# Piezoelectric constants of tetragonal PbTiO₃ from dynamical quadrupoles: how does Martin's formula work in numbers?

I read that piezoelectricity is a bulk property because it can be built from the charge induced by displacing single atoms. I want to see this for tetragonal PbTiO₃ (point group $4mm$, $z$ along the spontaneous polarisation).

Compiled values: $a=3.904\times10^{-10}$ m and $c=4.152\times10^{-10}$ m (300 K, as listed by Wikipedia); mean $\epsilon_\infty=6.25$ (as listed by He 2017, temperature not stated).

All entries of the table are assumed, illustrative inputs. O1 and O2 are the equatorial oxygens, O3 the apical one. $Q_{\kappa\beta}^{(\alpha\gamma)}$ is in $10^{-29}$ C m, $Z^*_{33}$ in units of the elementary charge $q_e$, and $\Gamma_\kappa=\partial u_{\kappa z}/\partial\eta_{33}$, the internal shift at zero field, in $10^{-10}$ m.

| $\kappa$ | $Q_{\kappa3}^{(11)}$ | $Q_{\kappa1}^{(13)}$ | $Q_{\kappa3}^{(33)}$ | $Z^*_{33}$ | $\Gamma_\kappa$ |
|---|---|---|---|---|---|
| Pb | 1.9 | −0.1 | 1.1 | 3.5 | 1.2 |
| Ti | −3.0 | −3.2 | −0.2 | 5.2 | 0.6 |
| O1 | 2.4 | 2.6 | 1.7 | −2.15 | −1.6 |
| O2 | −3.5 | −0.9 | 1.7 | −2.15 | −1.6 |
| O3 | 0.3 | −1.5 | 5.6 | −4.4 | −1.5 |

(a) What are the clamped-ion $\bar e_{33}$, $\bar e_{31}$, $\bar e_{15}$? (b) What is the relaxed-ion $e_{33}$? (c) Is this the proper or the improper tensor? (d) What charge and field accompany a clamped-ion longitudinal wave along $z$ with wavelength $1\ \mu$m and strain amplitude $10^{-4}$?

---

## Answer

### Conventions

Displace one atom $\kappa$ by $u_\beta$. To first order the total charge density, nucleus included, changes by $u_\beta f_{\kappa\beta}(\mathbf s)$, with $\mathbf s$ measured from the rest position of that atom. The net induced charge vanishes, and the next moments are

$$Z^*_{\kappa,\alpha\beta}=\int f_{\kappa\beta}\,s_\alpha\,d^3s\ \ [\mathrm C],\qquad Q_{\kappa\beta}^{(\alpha\gamma)}=\int f_{\kappa\beta}\,s_\alpha s_\gamma\,d^3s\ \ [\mathrm{C\,m}].$$

$Q$ is the plain second moment, trace included, with no factor $\tfrac12$. The response is taken with the macroscopic electric field removed (short circuit). This removes the long-range tail of $f$ and makes the moments well defined. The tensor $e_{\alpha\beta\gamma}$ is defined at zero field by $P_\alpha=e_{\alpha\beta\gamma}\,\partial u_\beta/\partial r_\gamma$, repeated Cartesian indices summed.

### Why the formula holds

The argument is due to Martin (1972): compute the charge of a long acoustic wave twice.

**From the atoms.** Let every atom follow the wave, $u_\beta=U_\beta e^{i\mathbf q\cdot\mathbf R_{l\kappa}}$, with the phase taken at the atom's own position. Locally this is a homogeneous deformation with fixed fractional coordinates, which is what clamped-ion means. Superpose the single-atom responses and keep the Fourier component at $\mathbf q$:

$$\rho_{\mathbf q}=\frac{U_\beta}{\Omega}\sum_\kappa\int f_{\kappa\beta}\,e^{-i\mathbf q\cdot\mathbf s}d^3s=\frac{U_\beta}{\Omega}\sum_\kappa\Big[-iq_\alpha Z^*_{\kappa,\alpha\beta}-\tfrac12 q_\alpha q_\gamma Q_{\kappa\beta}^{(\alpha\gamma)}+O(q^3)\Big].$$

The term linear in $q$ vanishes, since a rigid translation of a neutral crystal produces no polarisation: $\sum_\kappa Z^*_\kappa=0$.

**From the continuum.** $P_\alpha=iq_\gamma \bar e_{\alpha\beta\gamma}U_\beta e^{i\mathbf q\cdot\mathbf r}$ and $\rho=-\nabla\cdot\mathbf P$ give $\rho_{\mathbf q}=q_\alpha q_\gamma\,\bar e_{\alpha\beta\gamma}U_\beta$.

**Matching.** Only the part symmetric in $\alpha\gamma$ survives the contraction with $q_\alpha q_\gamma$:

$$S_\beta^{(\alpha\gamma)}\equiv\bar e_{\alpha\beta\gamma}+\bar e_{\gamma\beta\alpha}=-\frac1\Omega\sum_\kappa Q_{\kappa\beta}^{(\alpha\gamma)}.$$

Now require that rigid rotations do nothing, $\bar e_{\alpha\beta\gamma}=\bar e_{\alpha\gamma\beta}$. Both sides then have 18 independent components and the relation inverts. In $S_\beta^{(\alpha\gamma)}-S_\alpha^{(\gamma\beta)}+S_\gamma^{(\beta\alpha)}$ the term $\bar e_{\gamma\beta\alpha}$ cancels $\bar e_{\gamma\alpha\beta}$, the term $\bar e_{\beta\gamma\alpha}$ cancels $\bar e_{\beta\alpha\gamma}$, and $2\bar e_{\alpha\beta\gamma}$ remains:

$$\boxed{\bar e_{\alpha\beta\gamma}=-\frac{1}{2\Omega}\sum_\kappa\Big[Q_{\kappa\beta}^{(\alpha\gamma)}-Q_{\kappa\alpha}^{(\gamma\beta)}+Q_{\kappa\gamma}^{(\beta\alpha)}\Big]}$$

**Internal strain.** Relaxing ions shift further by $\Gamma_{\kappa\rho,\beta\gamma}\,iq_\gamma U_\beta$. This is already first order in $q$, so it enters through the dipole term: $(-iq_\alpha Z^*_{\kappa,\alpha\rho})(iq_\gamma\Gamma_{\kappa\rho,\beta\gamma}U_\beta)=+q_\alpha q_\gamma Z^*_{\kappa,\alpha\rho}\Gamma_{\kappa\rho,\beta\gamma}U_\beta$. Hence

$$e_{\alpha\beta\gamma}=\bar e_{\alpha\beta\gamma}+\frac1\Omega\sum_\kappa Z^*_{\kappa,\alpha\rho}\,\Gamma_{\kappa\rho,\beta\gamma}.$$

$Z^*$, $Q$ and $\Gamma$ are all responses inside an infinite crystal, so no surface enters. Two limits are instructive. Rigid point ions have $Q=0$ and so $\bar e=0$. In the cubic perovskite every site is an inversion centre, which forces each $Q_\kappa$ to vanish.

### (a) Clamped-ion constants

The cell volume is

$$\Omega=a^2c=63.28\times10^{-30}\ \mathrm{m^3},\qquad 2\Omega=126.56\times10^{-30}\ \mathrm{m^3}.$$

In $4mm$ the sublattice sums have three independent components; the fourfold axis exchanges O1 and O2 and makes the $y$ sums equal to the $x$ sums. The columns give

$$\sum Q_3^{(11)}=-1.9,\qquad\sum Q_1^{(13)}=-3.1,\qquad\sum Q_3^{(33)}=9.9\qquad[10^{-29}\ \mathrm{C\,m}].$$

In Voigt notation, with engineering shear $\eta_5=2\eta_{13}$, $e_{33}=e_{333}$, $e_{31}=e_{311}$ and $e_{15}=e_{113}$.

For $\alpha\beta\gamma=333$ the bracket is $Q_3^{(33)}$:

$$\bar e_{33}=-\frac{9.9\times10^{-29}\ \mathrm{C\,m}}{126.56\times10^{-30}\ \mathrm{m^3}}=-0.78\ \mathrm{C/m^2}.$$

For $311$ it is $Q_1^{(31)}-Q_3^{(11)}+Q_1^{(13)}=2Q_1^{(13)}-Q_3^{(11)}$, whose sum is $(-6.2+1.9)\times10^{-29}=-4.3\times10^{-29}$ C m:

$$\bar e_{31}=+\frac{4.3\times10^{-29}\ \mathrm{C\,m}}{126.56\times10^{-30}\ \mathrm{m^3}}=+0.34\ \mathrm{C/m^2}.$$

For $113$ it is $Q_1^{(13)}-Q_1^{(31)}+Q_3^{(11)}=Q_3^{(11)}$:

$$\bar e_{15}=+\frac{1.9\times10^{-29}\ \mathrm{C\,m}}{126.56\times10^{-30}\ \mathrm{m^3}}=+0.15\ \mathrm{C/m^2}.$$

The index pattern has a direct reading. A shear wave with $\mathbf q\parallel x$ and $\mathbf U\parallel z$ carries the charge $q^2\bar e_{131}U=-q^2U\sum Q_3^{(11)}/2\Omega$, so the quadrupole with upper indices 11 fixes $\bar e_{15}$, not $\bar e_{31}$. The remaining matching condition is $\bar e_{15}+\bar e_{31}=-\sum Q_1^{(13)}/\Omega=0.49\ \mathrm{C/m^2}$, as found. The first column cancels strongly, entries of 2 to 3.5 summing to $-1.9$, so $\bar e_{15}$ is the constant most sensitive, in relative terms, to the inputs.

### (b) Relaxed-ion $e_{33}$

Strain $\eta_{33}$ keeps the $4mm$ symmetry, so all shifts are along $z$ and only $Z^*_{33}$ enters. The sum rule holds: $3.5+5.2-2(2.15)-4.4=0$. A common constant added to all $\Gamma_\kappa$ therefore drops out. Pb, Ti, the two equatorial O together, and O3 contribute

$$\sum_\kappa Z^*_{33}\Gamma_\kappa=(4.20+3.12+6.88+6.60)\,q_e\times10^{-10}\ \mathrm m=20.80\,q_e\times10^{-10}\ \mathrm m=3.33\times10^{-28}\ \mathrm{C\,m}.$$

Dividing by $\Omega$ gives $5.3\ \mathrm{C/m^2}$, and

$$e_{33}=-0.78\ \mathrm{C/m^2}+5.3\ \mathrm{C/m^2}=4.5\ \mathrm{C/m^2}.$$

The lattice term is 6.7 times the quadrupole term in magnitude and opposite in sign: stretching $c$ drives cations and oxygens further apart along the polar distortion. The relaxed $e_{31}$ and $e_{15}$ need the shifts under $\eta_{11}$ and $\eta_{13}$, which are not in the table.

### (c) Proper or improper

The derivative of the polarisation vector itself, the improper tensor, differs from the proper one by geometric terms:

$$e^{\rm proper}_{\alpha\beta\gamma}=e^{\rm improper}_{\alpha\beta\gamma}+\delta_{\beta\gamma}P_\alpha-\delta_{\alpha\beta}P_\gamma .$$

The first extra term undoes the dilution of existing dipoles by the volume change, the second their stretching and rotation with the lattice. Acting on $\partial_\gamma u_\beta$ with uniform $\mathbf P$, they give the vector $P_\alpha\partial_\beta u_\beta-P_\gamma\partial_\gamma u_\alpha$, whose divergence is zero. The bulk charge is thus blind to them. In a polar crystal a rigid rotation turns $\mathbf P$, so the improper tensor is not symmetric in $\beta\gamma$; the proper one is. The symmetry used in the inversion therefore selects the **proper** tensor.

This matters here. For $333$ the two terms cancel and both definitions agree. For $311$, $e^{\rm improper}_{31}=e_{31}-P_3$, and the formal polarisation $P_3$ is fixed only modulo the quantum

$$\frac{q_ec}{\Omega}=\frac{q_e}{a^2}=1.05\ \mathrm{C/m^2},$$

which corresponds to one elementary charge more or less per cell on the (001) face. The improper $e_{31}$ depends on that choice by more than the whole of $\bar e_{31}$; the quadrupole result does not. A common shift $\mathbf t$ of the origin of all moments is harmless too: it changes each $Q_{\kappa\beta}^{(\alpha\gamma)}$ by $-t_\alpha Z^*_{\kappa,\gamma\beta}-t_\gamma Z^*_{\kappa,\alpha\beta}$, which sums to zero.

### (d) Charge and field of the wave

With $q=2\pi/(10^{-6}\ \mathrm m)=6.28\times10^{6}\ \mathrm{m^{-1}}$ the displacement amplitude is $U=\eta_0/q=1.6\times10^{-11}$ m. The short-circuit charge amplitude is

$$|\rho|=q^2|\bar e_{33}|U=q|\bar e_{33}|\eta_0=4.9\times10^{2}\ \mathrm{C/m^3}.$$

Without free carriers this charge sets up a field. With ions clamped only electrons screen, $D_z=\epsilon_0\epsilon_\infty E_z+\bar e_{33}\eta_{33}$, and $\nabla\cdot\mathbf D=0$ forces the oscillating part of $D_z$ to zero. Using the compiled mean $\epsilon_\infty$ in place of the $zz$ component, which neglects the optical anisotropy,

$$E_z=-\frac{\bar e_{33}\,\eta_{33}}{\epsilon_0\epsilon_\infty},\qquad E_0=\frac{0.78\ \mathrm{C/m^2}\times10^{-4}}{8.854\times10^{-12}\ \mathrm{F/m}\times6.25}=1.4\times10^{6}\ \mathrm{V/m},$$

in phase with the strain because $\bar e_{33}<0$. The neglected $O(q^3)$ term, the octupolar or flexoelectric charge, carries one more factor of $q$ times a microscopic length. For a length of order $c$ that factor is $qc=2.6\times10^{-3}$, negligible at two figures. In a real acoustic wave of this wavelength the ions do relax: $e_{33}$ replaces $\bar e_{33}$, the static permittivity at constant strain replaces $\epsilon_\infty$, and the field reverses its sign relative to the strain.

### Status of the numbers

The results $\bar e_{33}=-0.78$, $\bar e_{31}=0.34$, $\bar e_{15}=0.15$ and $e_{33}=4.5\ \mathrm{C/m^2}$ belong to the model, not to the material. Only $a$, $c$ and $\epsilon_\infty$ are compiled values. The table was chosen so as to reproduce behaviour typical of PbTiO₃, namely a negative clamped-ion $\bar e_{33}$ somewhat below $1\ \mathrm{C/m^2}$ in magnitude and a total $e_{33}$ of roughly 3 to 5 $\mathrm{C/m^2}$, so landing there tests nothing about the inputs.